Schrieffer–Wolff elimination of ligand orbitals and the covalent crystal field

1. Premises and notation

A transition-metal oxide can be described by two Wannier Hamiltonians. The d–p model keeps metal d and oxygen p orbitals, all well localised. The d-only model keeps one orbital per antibonding band, and these orbitals carry tails on the oxygens. The second model follows from the first by a unitary transformation that decouples the d block from the p block. The premises are:

(a) H is a one-electron (band or static mean-field) Hamiltonian for one spin direction, in an orthonormal basis.
(b) The basis splits into kept states m, m′ (projector P, the d orbitals) and eliminated states l (projector Q, the p orbitals).
(c) H = H0 + X + V. H0 is diagonal with entries E_m, E_l. X is block-diagonal and holds the direct d–d and p–p hoppings. V connects only P with Q.
(d) No E_m equals any E_l, and X and V are counted as first order compared with |E_m − E_l|.

An operator is called even if it is block-diagonal and odd if it connects only P with Q. A product or commutator of two operators of equal parity is even, and of opposite parity odd. Energies are in eV.

2. The transformation to second order

Let H̃ = e^S H e^(−S) with S† = −S, so that H̃ has the spectrum of H. Following Schrieffer and Wolff (1966), S is required to be odd, which removes the freedom of further rotations inside each block, and is fixed by demanding that H̃ be even. With S = S1 + S2 + … ordered in powers of X and V, the expansion

H̃ = H + [S,H] + (1/2)[S,[S,H]] + (1/6)[S,[S,[S,H]]] + …   (1)

is sorted by order and parity.

First order: X + V + [S1,H0]. The odd part must vanish, [S1,H0] = −V. Since [S1,H0]_ml = (S1)_ml (E_l − E_m),

(S1)_ml = V_ml/(E_m − E_l),  (S1)_lm = V_lm/(E_l − E_m).   (2)

This is anti-Hermitian because V_lm = V_ml*.

Second order: [S1,V] + (1/2)[S1,[S1,H0]] + [S1,X] + [S2,H0]. The last two terms are odd and cancel by the choice

[S2,H0] = −[S1,X].   (3)

The first two are even. With [S1,H0] = −V the second equals −(1/2)[S1,V], and the sum is (1/2)[S1,V]. Its matrix element between kept states is (1/2) Σ_l [(S1)_ml V_lm′ − V_ml (S1)_lm′]. Inserting (2) and writing H⁰ = P(H0 + X)P for the bare d block,

H_mm′ = H⁰_mm′ + (1/2) Σ_l V_ml V_lm′ [1/(E_m − E_l) + 1/(E_m′ − E_l)].   (4)

The result is Hermitian because the bracket is symmetric in m and m′. It may be compared with the exact energy-dependent partitioning PHP + PVQ (E − QHQ)⁻¹ QVP: setting E = E_m in row m gives a non-Hermitian matrix, and (4) is its Hermitian part at this order. The Q block receives the same expression with the roles exchanged, so the trace is conserved. When the d levels lie above the p levels the diagonal shifts in (4) are positive: the kept states are antibonding.

Since ⟨m|H̃|m′⟩ = ⟨m̃|H|m̃′⟩ with |m̃⟩ = e^(−S)|m⟩, the basis of the d-only model is

|m̃⟩ = |m⟩ + Σ_l |l⟩ V_lm/(E_m − E_l) + …,   (5)

an orthonormal set of d orbitals with ligand tails of total weight Σ_l |V_lm|²/(E_m − E_l)² at leading order.

3. Third order

The even third-order terms of (1) are [S2,V] + (1/2)[S1,[S1,X]] + (1/2)[S1,[S2,H0]] + (1/2)[S2,[S1,H0]]. By (3) the second and third cancel, and the fourth is −(1/2)[S2,V]. The total is (1/2)[S2,V]. It vanishes for X = 0, as it must: a path from P back to P uses V an even number of times. Take all E_m − E_l equal to Δ, let V now denote the rectangular block PVQ, and let X_P, X_Q be the blocks of X. The PQ block of S1 is V/Δ, and (3), solved as in (2), gives the PQ block (V X_Q − X_P V)/Δ² for S2. The QP block is minus its adjoint, hence

H⁽³⁾ = [V X_Q V† − (1/2)(X_P W + W X_P)]/Δ²,  W = V V†.   (6)

4. The MO6 octahedron

Place the metal at the origin and oxygens at ±d along x, y, z. In the two-centre convention of Slater and Koster (1954), V_σ ≡ V_pdσ and V_π ≡ V_pdπ are the integrals ⟨p|H|d⟩ for a bond directed from the p site to the d site along the positive axis, between orbitals with equal angular momentum about the bond. Reversing the bond changes the sign, because p is odd and d is even. Usually V_σ < 0 < V_π; only squares appear below.

σ bonds. On the oxygen at ±d along α the orbital p_α couples only to the d orbital of form 3α² − r². In the normalised eg basis θ ∝ (3z² − r²)/2, ε ∝ (√3/2)(x² − y²), the identity (3x² − r²)/2 = −(1/2)θ + (√3/2)ε and its partner for y give the unit vectors

c_z = (1, 0),  c_x = (−1/2, √3/2),  c_y = (−1/2, −√3/2),

which obey Σ_α c_α = 0 and Σ_α P_α = (3/2)·1, with P_α = c_α c_αᵀ. The bond from the oxygen at ±d back to the metal points along ∓α, so

⟨eg|H|p_α(±)⟩ = ∓V_σ c_α.   (7)

π bonds. The orbital xy couples to p_y on the two x oxygens and to p_x on the two y oxygens, each with ∓V_π, and to nothing on the z oxygens. The orbitals yz and zx follow by permutation. The eg orbitals have no π coupling: about a fourfold axis they carry angular momentum 0 or ±2 only. Every p orbital therefore couples either to eg or to a single t2g orbital, so (4) produces no eg–t2g or t2g–t2g mixing.

Let the d–p model have on-site energies ε_e, ε_t, ε_pσ, ε_pπ, and define 10Dq(d–p) = ε_e − ε_t, Δ_e = ε_e − ε_pσ, Δ_t = ε_t − ε_pπ. For eg the sum in (4) over six oxygens is 2V_σ² Σ_α P_α/Δ_e = (3V_σ²/Δ_e)·1. For each t2g orbital four π bonds give 4V_π²/Δ_t. Therefore

10Dq(d-only) = 10Dq(d–p) + 3V_σ²/Δ_e − 4V_π²/Δ_t.   (8)

The first term contains the electrostatic field and the hybridisation with states outside the d–p window; the rest is the covalent crystal field. With a single denominator Δ, (8) takes the compact form

10Dq(d-only) ≈ 10Dq(d–p) + (3V_σ² − 4V_π²)/Δ.   (9)

If ε_pσ = ε_pπ and Δ = Δ_e, then (9) exceeds (8) by 4V_π²·10Dq(d–p)/(Δ_e Δ_t). This is a third-order quantity when the bare splitting is counted as part of X_P, in accord with the second term of (6). Equation (8) holds unchanged for corner-sharing octahedra, because a second-order path from a metal site back to itself visits only one adjacent oxygen.

5. Hopping through a shared ligand

In a cubic perovskite with lattice constant a = 2d, the oxygen at (a/2)ẑ is the + neighbour of the metal at 0 and the − neighbour of the metal at aẑ. By (7) the two matrix elements are −V_σ c_z and +V_σ c_z, and (4) gives, for a 180° bond along α,

H(±a α̂) = −t P_α,  t = V_σ²/Δ_e.   (10)

In the (θ, ε) basis P_z = [[1,0],[0,0]], and P_x, P_y = [[1/4, ∓√3/4],[∓√3/4, 3/4]] with the upper sign for x. Along z only θ hops; ε has δ symmetry about the bond and finds no p partner. The same sign argument gives −t_π with t_π = V_π²/Δ_t for xy along x and y, and zero along z. If the two metal sites are inequivalent, (4) replaces t by V_σ V_σ′ (1/Δ + 1/Δ′)/2. If the bond angle is φ and the three oxygen p levels are degenerate, the two 3α² − r² orbitals aligned with their own bonds couple to p orbitals whose overlap is cos φ, and their hopping is +(V_σ²/Δ) cos φ, which returns (10) at 180°.

In Bloch form, with k in units of 1/a, s_α = sin(k_α/2) and phases taken at the atomic positions, (7) gives the column −2i V_σ s_α c_α for the coupling to p_α. Then

W(k) = V V† = 4V_σ² Σ_α s_α² P_α = 2V_σ² Σ_α (1 − cos k_α) P_α,   (11)

and the second-order Hamiltonian is ε_e + W/Δ_e. The constant part of (11) is the shift 3t and the cosines are the hoppings (10). From tr W = 2V_σ² Σ u_α and det W = 3V_σ⁴(u_x u_y + u_y u_z + u_z u_x), where u_α = 1 − cos k_α and the factor follows from (c_α × c_β)² = 3/4, the bands are

E± = ε_e + 3t − t Σ cos k_α ± t √(Σ cos²k_α − cos k_x cos k_y − cos k_y cos k_z − cos k_z cos k_x).   (12)

Since 0 ≤ W ≤ 4V_σ² Σ P_α = 6V_σ², the bands run from ε_e at Γ to ε_e + 6t at R = (π,π,π). At Γ inversion symmetry forbids p–d mixing, so shift and hoppings cancel. The same holds for t2g, where W_xy = 2V_π²(u_x + u_y). The eg–t2g splitting at Γ is thus the bare 10Dq(d–p), while the d-only 10Dq is the difference of the band centres of gravity. Covalent crystal field and bandwidth have the same origin: the eg centre is raised by half the eg width.

6. All orders in V

For X = 0 the elimination can be done exactly, which shows what (4) leaves out. Write Δ for Δ_e. At each k decompose the 2×3 block as V = Σ_j σ_j u_j y_j† with singular values σ_j ≥ 0 and orthonormal vectors u_j (eg) and y_j (pσ). H splits into two 2×2 blocks [[ε_e, σ_j],[σ_j, ε_e − Δ]] and one non-bonding p combination. Each block is diagonalised by a rotation through an angle θ_j < π/4 with tan 2θ_j = 2σ_j/Δ. Its generator mixes only u_j with y_j and is odd, so the product of these rotations is e^S to all orders. The upper eigenvalue is attached to u_j, and since σ_j² are the eigenvalues of W,

H_eff(k) = ε_e − Δ/2 + √M(k),  M = Δ²/4 + W(k).   (13)

The same matrix results from the projection construction of Wannier functions. The d component of the upper Bloch state j is cos θ_j u_j; symmetric (Löwdin) orthonormalisation of the projections removes the factors cos θ_j and leaves Σ_j E_j u_j u_j†. For a 2×2 positive matrix the Cayley–Hamilton theorem gives √M = (M + √(det M)·1)/√(tr M + 2√(det M)), which has no singularity at band degeneracies.

Expanding (13), H_eff = ε_e + W/Δ − W²/Δ³ + 2W³/Δ⁵ − …. In real space W has the components W(0) = 3V_σ² and W(±α̂) = −V_σ² P_α, and W² is their convolution. On site, W²(0) = 9V_σ⁴ + 2V_σ⁴ Σ P_α = 12V_σ⁴. For a nearest neighbour only W(0)W(α̂) + W(α̂)W(0) = −6V_σ⁴ P_α contributes, because two steps cannot add up to one lattice spacing. To fourth order

eg shift = 3V_σ²/Δ − 12V_σ⁴/Δ³,  t = (V_σ²/Δ)(1 − 6V_σ²/Δ²).   (14)

An isolated MO6 cluster has 9 in place of 12, so cluster and crystal differ from this order on. For t2g the same count gives 4V_π²/Δ_t − 20V_π⁴/Δ_t³. Longer hoppings appear too, for example −(V_σ⁴/Δ³)P_z at 2ẑ.

The series for √(1 + 4w/Δ²) converges for 4w/Δ² < 1. With the largest eigenvalue w = 6V_σ² this requires 24V_σ²/Δ² < 1, or |V_σ|/Δ < 0.204; for t2g it requires 32V_π²/Δ_t² < 1. Failure of the series does not destroy the d-only model. Continue k_z to k_z + iκ. The real part of u_z is at least 1 − cosh κ, so the Hermitian part of M stays positive, and √M analytic, as long as 2V_σ²(cosh κ − 1) < Δ²/4. The hoppings therefore fall off along an axis at the rate e^(−κn), up to a power of n, with

cosh κ = 1 + Δ²/(8V_σ²).   (15)

7. Oxygen–oxygen hopping

Neighbouring oxygens lie along ⟨110⟩. Between p_x and p_y the two-centre element is lm(V_ppσ − V_ppπ) = ±T/2, with direction cosines l, m = ±1/√2 and T = V_ppσ − V_ppπ > 0. Summing over the four neighbours gives (T/2)[2cos((k_x+k_y)/2) − 2cos((k_x−k_y)/2)], so among the σ orbitals (X_Q)_αβ = −2T s_α s_β for α ≠ β. In (6) only p orbitals that couple to eg appear at both ends, and

V X_Q V†/Δ² = −(8T V_σ²/Δ²) Σ_(α≠β) s_α² s_β² c_α c_βᵀ,  s_α² s_β² = (1 − cos k_α)(1 − cos k_β)/4.

Because Σ c_α = 0, the sum Σ_(α≠β) c_α c_βᵀ equals −3/2, and the constant term is +3T V_σ²/Δ². The terms linear in cos k_z involve Σ_(β≠z)(c_z c_βᵀ + c_β c_zᵀ) = −2P_z and give −(4T V_σ²/Δ²) cos k_z P_z, to be compared with −2t cos k_z P_z. For xy the two π orbitals are joined by the same element −2T s_x s_y, the term is −16T V_π² s_x² s_y²/Δ_t², and its average is −4T V_π²/Δ_t². Hence

δt = 2T V_σ²/Δ_e²,  δ(10Dq) = T(3V_σ²/Δ_e² + 4V_π²/Δ_t²).   (16)

These are the leading terms of a shift of the ligand combinations: in an MO6 cluster the eg combination lies at ε_pσ + T and the t2g combination at ε_pπ − T, so Δ_e → Δ_e − T and Δ_t → Δ_t + T, and both changes enlarge 10Dq. At R an exact statement is available. The σ–π oxygen hoppings carry factors cos(k_α/2)cos(k_β/2) and vanish, while X_Q has eigenvalue +2T on the two combinations with eg symmetry. Γ is unaffected, so

E(R) − E(Γ) = −Δ′/2 + √(Δ′²/4 + 6V_σ²),  Δ′ = Δ_e − 2T.   (17)

8. Range of validity

Equations (8) to (10) are controlled when 6V_σ²/Δ_e² ≪ 1 and 2T/Δ_e ≪ 1, the relative sizes of the leading corrections to t in (14) and (16). The factor 6 makes the first condition much stricter than |V_σ| < Δ. The two corrections have opposite signs. Outside this range the orbital structure P_α, the signs and the cancellation at Γ survive, but magnitudes need (13) or a numerical Wannier construction, which in turn needs the antibonding bands to stay separated from the p bands. Direct d–d hopping enters additively through H⁰. Δ is a one-electron level difference for a given spin and a given mean field. It is not the many-body charge-transfer energy, which depends on the d occupation, on U, on Hund's coupling and on the multiplet reached; in an interacting problem the argument of section 2 holds with many-electron states as m and l, and the denominators change accordingly. Tilts and Jahn–Teller distortions lift the selection rules of section 4.

9. Illustration: eg hopping in idealised cubic LaMnO3

Consider high-spin Mn³⁺ (t2g³ eg¹), the majority-spin channel with parallel core spins, and straight Mn–O–Mn bonds. The inputs are typical values, V_σ = −1.8 eV, V_π = 0.8 eV, Δ_e = 4.5 eV, T = 0.75 eV, with the illustrative choices 10Dq(d–p) = 0.5 eV, ε_pσ = ε_pπ (so Δ_t = 4.0 eV) and no direct d–d hopping.

Second order. t = 3.24/4.5 = 0.72 eV. Along z the θ–θ element is −0.72 eV. Along x the elements are −0.18 eV (θθ), +0.31 eV (θε) and −0.54 eV (εε). The eg width is 6t = 4.32 eV and t_π = 0.16 eV. The shifts are 2.16 eV (eg) and 0.64 eV (t2g), so (8) gives 10Dq = 2.02 eV. The single-denominator form (9) gives a covalent part of 1.59 eV instead of 1.52 eV, a difference of 0.07 eV.

Control parameters. V_σ²/Δ_e² = 0.16, so 6V_σ²/Δ_e² = 0.96 and 24V_σ²/Δ_e² = 3.84; also 32V_π²/Δ_t² = 1.28 and 2T/Δ_e = 0.33. The series in V diverges near R. The leading-order ligand weight of an eg state at R would be 0.96, whereas the exact value (1/2)[1 − (Δ/2)/√(Δ²/4 + 6V_σ²)] = (1/2)(1 − 2.25/4.95) is 0.27.

All orders, T = 0. The on-site shift and t are the zone averages of the θθ element of (13) − ε_e with weights 1 and −cos k_z. A 4×4×4 mesh containing Γ gives 1.517 and 0.441 eV, and the mesh shifted by π/4 in each direction gives 1.521 and 0.433 eV. An N-point mesh adds the hoppings displaced by N lattice spacings, and the shift reverses the sign of the leading ones. Their mean is thus better than either, and half the difference in t, 0.004 eV, is chiefly the hopping at 3ẑ. This fast decay is expected from (15): cosh κ = 1.78 and e^(−κ) = 0.31 per cell. The results in eV are:

quantity | 2nd order | through 4th | all orders
t | 0.72 | 0.03 | 0.44
eg width | 4.32 | 0.17 | 2.70
eg shift | 2.16 | 0.78 | 1.52
t2g shift | 0.64 | 0.51 | 0.55
10Dq(d-only) | 2.02 | 0.77 | 1.47

The fourth-order entry for the width is the Γ–R separation 6V_σ²/Δ − 36V_σ⁴/Δ³. Second order overestimates the exact t of this T = 0 model by a factor 1.6, and the fourth-order term makes the eg entries worse.

Oxygen hopping. Formula (16) gives δt = 0.24 eV and δ(10Dq) = 0.48 eV, both comparable with the effects under study, and both too large because they use the unrenormalised denominators. Resummed in V, (17) with Δ′ = 3.0 eV gives E(R) − E(Γ) = 3.16 eV, a factor 1.17 above 2.70 eV. Scaling t by this factor, which assumes an unchanged band shape, gives t ≈ 0.5 eV. For the crystal field the MO6 cluster is solvable: each shift is −Δ/2 + √(Δ²/4 + w) with w = 3V_σ² or 4V_π². It yields 10Dq = 1.53 eV at T = 0 and 1.77 eV with the shifted denominators 3.75 and 4.75 eV. Adding this 0.24 eV to the crystal value gives about 1.7 eV.

The model's estimates for a straight bond are therefore t ≈ 0.5 eV and 10Dq(d-only) ≈ 1.7 eV, against 0.72 and 2.02 eV at second order. As typical knowledge, d-only band-structure descriptions of cubic LaMnO3 use t of about 0.6 to 0.7 eV, so the model with these inputs falls short by roughly a quarter, and the closeness of the bare V_σ²/Δ to that range owes much to the opposite signs of the omitted terms. In the real orthorhombic crystal the Mn–O–Mn angle is approximately 155°, which by itself scales the σ path by |cos φ| = 0.91, and the Jahn–Teller distortion makes the V_σ of long and short Mn–O bonds unequal.